## The naive expectation

Slater's screening rules place a 4d electron outside the 4p shell and give it no screening power there. Each step along the 4d dications adds one proton and one 4d electron, so on this view the 4p level feels the whole new proton. Write $E=-\varepsilon$ for the depth of the level, where $\varepsilon$ is the tabulated eigenvalue, and $Z$ for the nuclear charge. A hydrogenic depth $E=\mathrm{Ry}\,Z_\mathrm{eff}^2/n^{*2}$ grows by $2\,\mathrm{Ry}\,Z_\mathrm{eff}/n^{*2}$ per element. For Mo²⁺ the rules give $Z_\mathrm{eff}=14.25$ and $n^*=3.7$, a step of 28 eV. The same formula already makes the level itself 3.5 times too deep, so it is a rough yardstick from the start.

4p eigenvalues of 4d-series dications, calculated with the radks radial solver 1 and Libxc using spin-polarised, scalar-relativistic all-electron r2SCAN (generalised Kohn-Sham) with spherical densities. The 4p shell holds three electrons of each spin, and the open 4d shells are kept unpolarised. The nuclei have a Fermi charge distribution.

| species | Z | electrons | configuration | nuclear rms radius (fm) | spin up eigenvalue (eV) | spin down eigenvalue (eV) |
| --- | --- | --- | --- | --- | --- | --- |
| Nb2+ | 41 | 39 | [Kr] 4d3 | 4.3240 | -52.852 | -52.852 |
| Mo2+ | 42 | 40 | [Kr] 4d4 | 4.4091 | -57.857 | -57.857 |
| Tc2+ | 43 | 41 | [Kr] 4d5 | 4.4112 | -62.826 | -62.826 |
| Ru2+ | 44 | 42 | [Kr] 4d6 | 4.4809 | -67.786 | -67.786 |
| Ag2+ | 47 | 45 | [Kr] 4d9 | 4.5454 | -82.772 | -82.772 |
| Cd2+ | 48 | 46 | [Kr] 4d10 | 4.6087 | -87.841 | -87.841 |

The scalar-relativistic r2SCAN levels deepen far more slowly. The step per unit of $Z$ lies between 4.960 eV (Tc–Ru) and 5.069 eV (Ag–Cd), with Ru–Ag taken as a mean over three units. The Slater step is 5.7 times the one found around Mo²⁺. These are Kohn-Sham eigenvalues without spin-orbit splitting, so the steps describe the mean 4p level of the calculation and are not differences of ionisation energies.

## A fixed partial screening

The hydrogenic form can be kept if each step is allowed to add a constant fraction of a proton. This is the Moseley form $\sqrt{E}=a+b(Z-41)$, and its test is the shape of the curve. A depth that is a perfect square has steps that grow along the row. Fitted by least squares in energy to all six ions, it needs the last step to exceed the first by 24 %, whereas the table shows 1.3 %.

A straight line in $E$, fitted in the same way with the same number of parameters, has a slope of 4.99 eV per element. It misses the tabulated depths by 0.028 eV rms, against 0.38 eV for the Moseley form. The numbers therefore reject hydrogenic scaling with a constant screening increment. The line itself only describes the data, and its slope still needs a cause.

## The electrostatic balance and its limits

Freeze all orbitals and apply first-order perturbation theory. The new proton deepens 4p by $\langle 1/r\rangle_{4p}$ in atomic units. The new electron raises it by the Coulomb integral $F^0(4d,4p)=\langle 1/r_>\rangle$, where $r_>$ is the larger of the two electron radii. An electron wholly inside 4p gives $F^0=\langle 1/r\rangle_{4p}$ and cancels the proton, so the step is zero. An electron at infinity gives $F^0=0$ and leaves the bare proton.

Slater's estimate sits near the second limit, and its flaw follows from electrostatics. A charged shell outside 4p exerts no force within, yet it lifts the potential there by the constant $\langle 1/r\rangle_{4d}$. For Mo²⁺ the same calculation gives 0.773 hartree, or 21.0 eV, for this quantity, although the mean 4d radius is 1.40 times that of 4p. An outer electron thus moves an inner level strongly without screening it in Slater's sense. Because $r_>$ is never smaller than either radius, the true $F^0$ lies below both inverse radii.

Exchange returns a little. A 4d electron lowers a 4p electron of the same spin by $K=\tfrac{2}{15}G^1+\tfrac{3}{35}G^3$, where $G^k$ are the 4d–4p exchange integrals and the fractions are squared $3j$ symbols. With $G^1=9.85$ eV and $G^3=5.99$ eV from the Mo²⁺ calculation, $K=1.83$ eV. The added electron is shared equally between the spins, so half of $K$ counts.

## Worked estimate for Mo²⁺

The calculation gives $\langle 1/r\rangle_{4p}=1.089$ hartree and the integral $F^0$ directly, and nothing is fitted:

$$\Delta E=\langle 1/r\rangle_{4p}-F^0+\tfrac12K=29.63-16.52+0.91=14.02\ \text{eV}.$$

The table gives $(62.826-52.852)/2=4.987$ eV. The frozen balance has the right sign and removes over half of the bare attraction, but it is still 2.8 times too large. This check rests on one ion.

The remaining 9 eV is obtained by subtraction, and it also absorbs the difference between Hartree-Fock-type exchange and r2SCAN. Theory points to relaxation: the added proton pulls in all the other electrons, which then repel 4p more. For a rough size, let the $n=4$ orbitals shrink by $1/Z_\mathrm{eff}$ with the hydrogenic $Z_\mathrm{eff}=16\langle 1/r\rangle_{4p}$, and count half the resulting change in their repulsion on 4p, since the contraction of 4p itself costs nothing to first order. The result is about 6 eV against the 9 eV sought. It leaves out the inner shells and the outward push of the added 4d electron, and it gives the loosely bound 4d orbital no more contraction than 4p. These errors pull in opposite directions, so the estimate supports the order of magnitude and no more.

## What the spin columns cannot decide

Hund's rule suggests a third ingredient, an exchange term that follows the number of unpaired 4d electrons and peaks at Tc²⁺. The table seems to dismiss it, since the two spin columns agree in every row. Adding such a term to the line, again by least squares on all six ions, gives only $-0.013$ eV per unpaired electron. The tempting reading is that 4d–4p exchange is weak.

That reading is wrong, because the result is built in. The 4p shell is full and the 4d shell is held unpolarised, so both spins see the same potential whatever the size of $K$. The rows are spherical averages with zero moment, and only Cd²⁺ is truly closed-shell. For high-spin $d^4$ the Mo²⁺ integrals give a 4p splitting of $4K=7.3$ eV, about 1.5 steps of the series, as an unscreened frozen-orbital estimate with Hartree-Fock-type exchange. It is best read as a ceiling, since a self-consistent spin-polarised run with a semilocal functional is expected to split the level much less. To first order a moment moves the two spin levels apart evenly about the unpolarised value, so the smooth line marks roughly the centre of the pair in high-spin Tc²⁺, but it says nothing about how far apart the two levels lie.

## Why the step stays constant

The step is a small difference of large terms, about 17 % of the bare attraction at Mo²⁺, and yet it varies by only 0.109 eV along the row. A plausible but untested explanation is that attraction, 4d repulsion and relaxation all grow together as the orbitals contract, so that their growth nearly cancels. The cancellation is not perfect: the step falls by 0.045 eV between Nb–Mo and Tc–Ru and then rises by 0.109 eV up to Ag–Cd, both well above the 0.001 eV rounding of a step. A free quadratic term fitted to all six ions barely helps, leaving 0.020 eV rms. Which of the three terms bends first, and why their sum holds so close to 5 eV, is the question that the table leaves open.
